**Zero-point energy, enthalpy and entropy of seven Al/C/H/N molecules**

The table holds harmonic zero-point energies, H(298) less E, entropies and the lowest and highest modes from Ansatz 0.2.0 at PBE0-D4/def2-TZVP, for an ideal gas of rigid rotors and harmonic oscillators at 298.15 K and 1 bar. The program splits entropy and enthalpy into translation, rotation and vibration, fits three counting models of the zero-point energy to all rows, and resolves the entropy gaps of two isomer pairs. A count of hydrogen and heavy atoms reproduces the zero-point energy to 2.4 kJ/mol rms, against 7.5 for one constant per mode and 0.6 for a four-constant bond count. Vibration is about a fifth of the entropy but carries most of its spread. The C₂H₅AlN₂ gap comes from the symmetry number less an inertia term, while the C₃H₈AlN gap is vibrational and six times what the lowest mode supplies.

Gas-phase molecules of Al, C, H and N, computed with Ansatz 0.2.0 at the PBE0-D4/def2-TZVP level (geometries and unscaled harmonic vibrations). Thermal functions are for an ideal gas in the rigid-rotor, harmonic-oscillator model at 298.15 K and 1 bar, and masses are standard atomic weights.

## Script

```python
# Table: ZPE, H(298)-E, entropy and extreme modes of 7 Al/C/H/N molecules; Ansatz 0.2.0, PBE0-D4/def2-TZVP,
# ideal gas, rigid rotor, harmonic oscillator, 298.15 K, 1 bar. Tested: split of S and H into translation,
# rotation and vibration; counting models of the ZPE; origin of the entropy gaps in two isomer pairs.
T = {
    'member': ['C[NH][AlH][NH2]', 'C#[C][Al]([NH2])[NH2]', 'NC#[C][AlH][NH2]', 'N=[CH][Al]1[CH2][CH2]1', 'CC=[C](N)[AlH2]', 'NC=C[CH2][AlH2]', 'CN(C)[CH2][AlH2]'],
    'formula': ['CH7AlN2', 'C2H5AlN2', 'C2H5AlN2', 'C3H6AlN', 'C3H8AlN', 'C3H8AlN', 'C3H10AlN'],
    'heavy': [4, 5, 5, 5, 5, 5, 5],
    'n_H_C': [3, 1, 0, 5, 4, 4, 8],
    'n_Al_C': [0, 1, 1, 3, 1, 1, 1],
    'n_H_N': [3, 4, 4, 1, 2, 2, 0],
    'n_Al_H': [1, 0, 1, 0, 2, 2, 2],
    'atoms': [11, 10, 10, 11, 13, 13, 15],
    'mass': [74.1, 84.1, 84.1, 83.1, 85.1, 85.1, 87.1],  # u
    'sigma': [1, 2, 1, 1, 1, 1, 1],
    'inertia': [1170000, 4400000, 3590000, 2580000, 4100000, 3270000, 4140000],  # u^3 Å^6
    'w_low': [102.9, 106.5, 85.9, 48.8, 80.3, 122.5, 88.3],  # 1/cm
    'w_high': [3704.7, 3709.8, 3704.2, 3417.7, 3694.3, 3695.9, 3122.6],  # 1/cm
    'zpe': [227.4, 184.1, 181.0, 216.0, 263.3, 265.3, 321.1],  # kJ/mol
    'h': [248.4, 207.4, 203.7, 236.8, 286.4, 286.2, 344.3],  # kJ/mol
    's': [334.6, 346.9, 351.8, 345.1, 355.4, 333.8, 355.3],  # J/(mol K)
}
import numpy as np
from scipy.constants import R, k, h as hp, c, u, N_A, e, pi, atm, bar
from scipy.optimize import brentq
A = lambda key: np.array(T[key], float)
nm = T['member']; n = len(nm); Tk = 298.15; RT = R*Tk/1e3; kTw = k*Tk/(hp*c*100); w2kJ = hp*c*100*N_A/1e3
m, I, sg, S, Z, H, wl, wh = (A(q) for q in ('mass', 'inertia', 'sigma', 's', 'zpe', 'h', 'w_low', 'w_high'))
hv = A('heavy'); nH = A('atoms') - hv; modes = 3*A('atoms') - 6
uf = lambda x: x/np.expm1(x)
sf = lambda x: uf(x) - np.log1p(-np.exp(-x))
St = R*(np.log((2*pi*m*u*k*Tk/hp**2)**1.5*k*Tk/bar) + 2.5)
Sr = R*(np.log(np.sqrt(pi*I*(u*1e-20)**3)*(8*pi**2*k*Tk/hp**2)**1.5/sg) + 1.5)
Sv = S - St - Sr; Sl = R*sf(wl/kTw); Hv = H - Z - 4*RT
print(f"kT = {kTw:.1f} 1/cm, RT = {RT:.3f}, 4RT = {4*RT:.2f} kJ/mol, R ln2 = {R*np.log(2):.2f} J/(mol K)")
print("Entropy, J/(mol K): trans, rot, vib (remainder), vib %, lowest mode, other modes, change for +10 1/cm")
for i in range(n):
    d = R*sf((wl[i] + 10)/kTw) - Sl[i]
    print(f"{nm[i]:24s}{St[i]:7.2f}{Sr[i]:7.2f}{Sv[i]:7.2f}{100*Sv[i]/S[i]:6.1f}{Sl[i]:7.2f}{Sv[i]-Sl[i]:7.2f}{d:7.2f}")
print(f"spread max-min: total {np.ptp(S):.1f}, trans {np.ptp(St):.2f}, rot {np.ptp(Sr):.2f}, vib {np.ptp(Sv):.2f}")
dI = 0.5*10**(np.floor(np.log10(I)) - 2)/I
print(f"rounding in S vib up to {np.max(0.05 + 1.5*R*0.05/m + 0.5*R*dI):.2f} J/(mol K); in H less ZPE 0.1 kJ/mol")
r = lambda a: np.corrcoef(a, Sv)[0, 1]
print(f"correlation r of S vib with: modes {r(modes):.2f}, lowest-mode S {r(Sl):.2f}, thermal H vib {r(Hv):.2f}")
xe = lambda s, hh: brentq(lambda x: sf(x)/uf(x) - s*Tk/1e3/hh, 0.01, 20)
print("kJ/mol: H atoms, modes, H-ZPE, H vib, H vib/RT, T S vib/H vib, equivalent mode 1/cm (+- rounding), count")
for i in range(n):
    x = xe(Sv[i], Hv[i]); dx = (xe(Sv[i], Hv[i] + 0.1) - xe(Sv[i], Hv[i] - 0.1))/2
    print(f"{nm[i]:24s}{nH[i]:3.0f}{modes[i]:4.0f}{H[i]-Z[i]:6.1f}{Hv[i]:6.1f}{Hv[i]/RT:6.2f}"
          f"{Sv[i]*Tk/1e3/Hv[i]:6.2f}{x*kTw:6.0f} +-{dx*kTw:3.0f}{Hv[i]/RT/uf(x):6.1f}")
print("ZPE share of H less E, %:", " ".join(f"{v:.1f}" for v in 100*Z/H))
print("ZPE per mode, kJ/mol:", " ".join(f"{v:.2f}" for v in Z/modes))
print("ZPE of highest mode, kJ/mol:", " ".join(f"{v:.1f}" for v in wh*w2kJ/2))
print("ZPE fits, kJ/mol (table rounding 0.05); residuals table minus model in row order")
for lab, cols in (("per mode", [modes]), ("per H, per heavy atom", [nH, hv]),
                  ("per C-H, N-H, Al-H, heavy atom", [A('n_H_C'), A('n_H_N'), A('n_Al_H'), hv])):
    X = np.array(cols).T; p = np.linalg.lstsq(X, Z, rcond=None)[0]; res = Z - X @ p
    loo = [Z[i] - X[i] @ np.linalg.lstsq(np.delete(X, i, 0), np.delete(Z, i), rcond=None)[0] for i in range(n)]
    print(f"{lab}: " + " ".join(f"{v:.2f}" for v in p) +
          f"; rms {np.sqrt(np.mean(res**2)):.1f}, leave-one-out rms {np.sqrt(np.mean(np.square(loo))):.1f}")
    print("  residuals " + " ".join(f"{v:+.1f}" for v in res) + f"; worst {nm[int(np.argmax(abs(res)))]}")
# total and dispersion energies in eV, further outputs of the same runs (rows 2, 3, 5, 6)
E = {1: -11726.2167, 2: -11725.0624, 4: -11320.804, 5: -11320.9104}
D = {1: -0.1551, 2: -0.1426, 4: -0.22103, 5: -0.22178}
for a, b in ((1, 2), (4, 5)):
    dE = (E[b] - E[a])*e*N_A/1e3; dS = S[b] - S[a]; dh = H[b] - H[a]
    print(f"{nm[b]} minus {nm[a]}")
    print(f"  dS {dS:+.1f} = symmetry {-R*np.log(sg[b]/sg[a]) + 0:+.2f}, inertia {R/2*np.log(I[b]/I[a]):+.2f}, "
          f"lowest mode {Sl[b]-Sl[a]:+.2f}, other modes {Sv[b]-Sl[b]-Sv[a]+Sl[a]:+.2f}; vib total {Sv[b]-Sv[a]:+.2f}")
    print(f"  dZPE {Z[b]-Z[a]:+.1f} kJ/mol = {2*(Z[b]-Z[a])/w2kJ:+.0f} 1/cm in the sum of modes; "
          f"dH vib {Hv[b]-Hv[a]:+.1f}; inertia ratio {I[b]/I[a]:.2f}")
    print(f"  dE {E[b]-E[a]:+.3f} eV = {dE:+.1f} (dispersion {(D[b]-D[a])*e*N_A/1e3:+.2f}), d(H less E) {dh:+.1f}, "
          f"-T dS {-Tk*dS/1e3:+.1f}, dG {dE+dh-Tk*dS/1e3:+.1f} kJ/mol")
print(f"C3H8AlN: vib gap / lowest-mode gap = {(Sv[5]-Sv[4])/(Sl[5]-Sl[4]):.1f}; lowest-mode ratio {wl[5]/wl[4]:.2f}")
print(f"1 bar to 1 atm: dS {-R*np.log(atm/bar):+.2f}; 298.15 to 400 K, trans+rot only: {4*R*np.log(400/Tk):+.2f} J/(mol K)")
print(f"doubling mass: dS {1.5*R*np.log(2):+.2f}; doubling IA IB IC: {0.5*R*np.log(2):+.2f} J/(mol K)")
print(f"all modes 1 % lower: ZPE falls {0.01*Z.min():.1f} to {0.01*Z.max():.1f} kJ/mol")
print(f"5 J/(mol K) in S is {5*Tk/1e3:.1f} kJ/mol in G at 298.15 K")
assert np.ptp(St) < 2.5 and np.ptp(Sv) > 2*np.ptp(Sr)
assert np.all(Hv > 0) and np.all(Hv/RT < 0.3*modes)
assert abs(Sv[2] - Sv[1]) < 0.5
assert (Sv[4] - Sv[5]) > 4*(Sl[4] - Sl[5]) > 0
```

It prints:

```
kT = 207.2 1/cm, RT = 2.479, 4RT = 9.92 kJ/mol, R ln2 = 5.76 J/(mol K)
Entropy, J/(mol K): trans, rot, vib (remainder), vib %, lowest mode, other modes, change for +10 1/cm
C[NH][AlH][NH2]          162.55 106.61  65.44  19.6  14.22  51.22  -0.75
C#[C][Al]([NH2])[NH2]    164.13 106.35  76.42  22.0  13.94  62.48  -0.73
NC#[C][AlH][NH2]         164.13 111.27  76.40  21.7  15.70  60.70  -0.90
N=[CH][Al]1[CH2][CH2]1   163.98 109.90  71.22  20.6  20.36  50.87  -1.54
CC=[C](N)[AlH2]          164.28 111.82  79.30  22.3  16.25  63.05  -0.96
NC=C[CH2][AlH2]          164.28 110.88  58.64  17.6  12.81  45.84  -0.63
CN(C)[CH2][AlH2]         164.57 111.86  78.87  22.2  15.47  63.40  -0.88
spread max-min: total 21.6, trans 2.02, rot 5.51, vib 20.66
rounding in S vib up to 0.08 J/(mol K); in H less ZPE 0.1 kJ/mol
correlation r of S vib with: modes 0.05, lowest-mode S 0.35, thermal H vib 0.86
kJ/mol: H atoms, modes, H-ZPE, H vib, H vib/RT, T S vib/H vib, equivalent mode 1/cm (+- rounding), count
C[NH][AlH][NH2]           7  27  21.0  11.1  4.47  1.76   218 +-  7   7.9
C#[C][Al]([NH2])[NH2]     5  24  23.3  13.4  5.40  1.70   244 +-  6  10.3
NC#[C][AlH][NH2]          5  24  22.7  12.8  5.16  1.78   210 +-  5   8.9
N=[CH][Al]1[CH2][CH2]1    6  27  20.8  10.9  4.39  1.95   156 +-  5   6.5
CC=[C](N)[AlH2]           8  33  23.1  13.2  5.32  1.79   205 +-  5   9.1
NC=C[CH2][AlH2]           8  33  20.9  11.0  4.43  1.59   307 +- 10  10.2
CN(C)[CH2][AlH2]         10  39  23.2  13.3  5.36  1.77   214 +-  5   9.4
ZPE share of H less E, %: 91.5 88.8 88.9 91.2 91.9 92.7 93.3
ZPE per mode, kJ/mol: 8.42 7.67 7.54 8.00 7.98 8.04 8.23
ZPE of highest mode, kJ/mol: 22.2 22.2 22.2 20.4 22.1 22.1 18.7
ZPE fits, kJ/mol (table rounding 0.05); residuals table minus model in row order
per mode: 8.04; rms 7.5, leave-one-out rms 8.5
  residuals +10.4 -8.8 -11.9 -1.0 -1.9 +0.1 +7.7; worst NC#[C][AlH][NH2]
per H, per heavy atom: 27.19 9.59; rms 2.4, leave-one-out rms 3.3
  residuals -1.3 +0.2 -2.9 +4.9 -2.2 -0.2 +1.2; worst N=[CH][Al]1[CH2][CH2]1
per C-H, N-H, Al-H, heavy atom: 27.46 26.07 24.78 10.48; rms 0.6, leave-one-out rms 1.2
  residuals +0.1 -0.0 -0.5 +0.2 -0.6 +1.4 -0.5; worst NC=C[CH2][AlH2]
NC#[C][AlH][NH2] minus C#[C][Al]([NH2])[NH2]
  dS +4.9 = symmetry +5.76, inertia -0.85, lowest mode +1.76, other modes -1.77; vib total -0.02
  dZPE -3.1 kJ/mol = -518 1/cm in the sum of modes; dH vib -0.6; inertia ratio 0.82
  dE +1.154 eV = +111.4 (dispersion +1.21), d(H less E) -3.7, -T dS -1.5, dG +106.2 kJ/mol
NC=C[CH2][AlH2] minus CC=[C](N)[AlH2]
  dS -21.6 = symmetry +0.00, inertia -0.94, lowest mode -3.44, other modes -17.22; vib total -20.66
  dZPE +2.0 kJ/mol = +334 1/cm in the sum of modes; dH vib -2.2; inertia ratio 0.80
  dE -0.106 eV = -10.3 (dispersion -0.07), d(H less E) -0.2, -T dS +6.4, dG -4.0 kJ/mol
C3H8AlN: vib gap / lowest-mode gap = 6.0; lowest-mode ratio 1.53
1 bar to 1 atm: dS -0.11; 298.15 to 400 K, trans+rot only: +9.77 J/(mol K)
doubling mass: dS +8.64; doubling IA IB IC: +2.88 J/(mol K)
all modes 1 % lower: ZPE falls 1.8 to 3.2 kJ/mol
5 J/(mol K) in S is 1.5 kJ/mol in G at 298.15 K
```
